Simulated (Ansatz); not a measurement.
## A correction line for HF/def2-TZVPP: vertical ionisation energy

The vertical ionisation energy (cation less neutral) in eV of 6 Ge-containing molecules: x at HF/def2-TZVPP, y at CCSD(T)/def2-TZVPP. Shapes, held fixed at every level: PBE0-D4/def2-TZVP. Flexible molecules stand in one conformer, not always the lowest. Programs: Ansatz 0.2.0.

```
                                               molecule  x (eV)  y (eV)
    Ge2Si3H10 (SMILES [SiH2]1[SiH2][GeH2][GeH2][SiH2]1)    8.64    9.38
    Ge2Si3H10 (SMILES [SiH2]1[SiH2][GeH2][SiH2][GeH2]1)    8.72    9.38
Ge2Si4H14 (SMILES [SiH3][SiH2][SiH2][GeH2][SiH2][GeH3])    8.82       ?
      Ge2Si3H12 (SMILES [SiH3][GeH2][SiH2][SiH2][GeH3])    8.89    9.59
             Ge3SiH10 (SMILES [GeH3][SiH2][GeH2][GeH3])    8.93    9.64
       GeSi4H12 (SMILES [SiH3][SiH2][SiH2][SiH2][GeH3])    8.98    9.66
```

Question: Fit y = c + s·x to the known rows and predict y for Ge2Si4H14.

Answer: 
1. Means of the 5 rows: x = 8.8320, y = 9.530.
2. Σ(Δx)² = 0.08428, Σ(Δx·Δy) = 0.0791, so the slope is 0.0791/0.08428 = 0.93854.
3. Intercept: 9.530 − (0.93854) × 8.8320 = 1.241. The largest residual of the fit is 0.045.
4. Ge2Si4H14: 1.241 + 0.93854 × 8.82 = 9.52 eV.

CCSD(T)/def2-TZVPP gives 9.50 eV, so the prediction is off by +0.02 eV, within the largest residual. Uncorrected, HF/def2-TZVPP misses it by -0.68 eV, and the other rows by 0.70 on average. The line removes about 100 % of this miss. Left out in turn, the other rows are missed by 0.04 eV on average, so much of the error is systematic among these molecules. Cations run unrestricted. Relativity is left out for Ge. Outer-core shells of Ge are correlated, in sets that cover them unevenly.

Hartree–Fock places every ionisation energy too low, by a nearly constant amount, so the fitted line acts mostly as a rigid shift. The sign is as expected: ionisation breaks up an electron pair, and the neutral molecule therefore loses more correlation energy than the cation when correlation is neglected. The shift is so even probably because the electron leaves the same kind of orbital throughout, a σ-bonding combination delocalised over the Si/Ge backbone.

The two rings ionise more easily than all the open chains, which suggests stronger mixing among the backbone σ bonds in the cyclic framework. Chain length alone doesn't order the open molecules: the four-membered Ge3SiH10 lies slightly below the five-membered GeSi4H12, possibly because its weaker, higher-lying Ge–Ge bonding levels offset the shorter backbone.

The line can't capture finer isomer effects. Hartree–Fock separates the two rings by 0.08 eV, whereas CCSD(T) gives both 9.38 eV, and the largest residual falls on one of them. The fit supports interpolation among similar saturated Si/Ge backbones, not transfer to π-bonded or lone-pair systems.
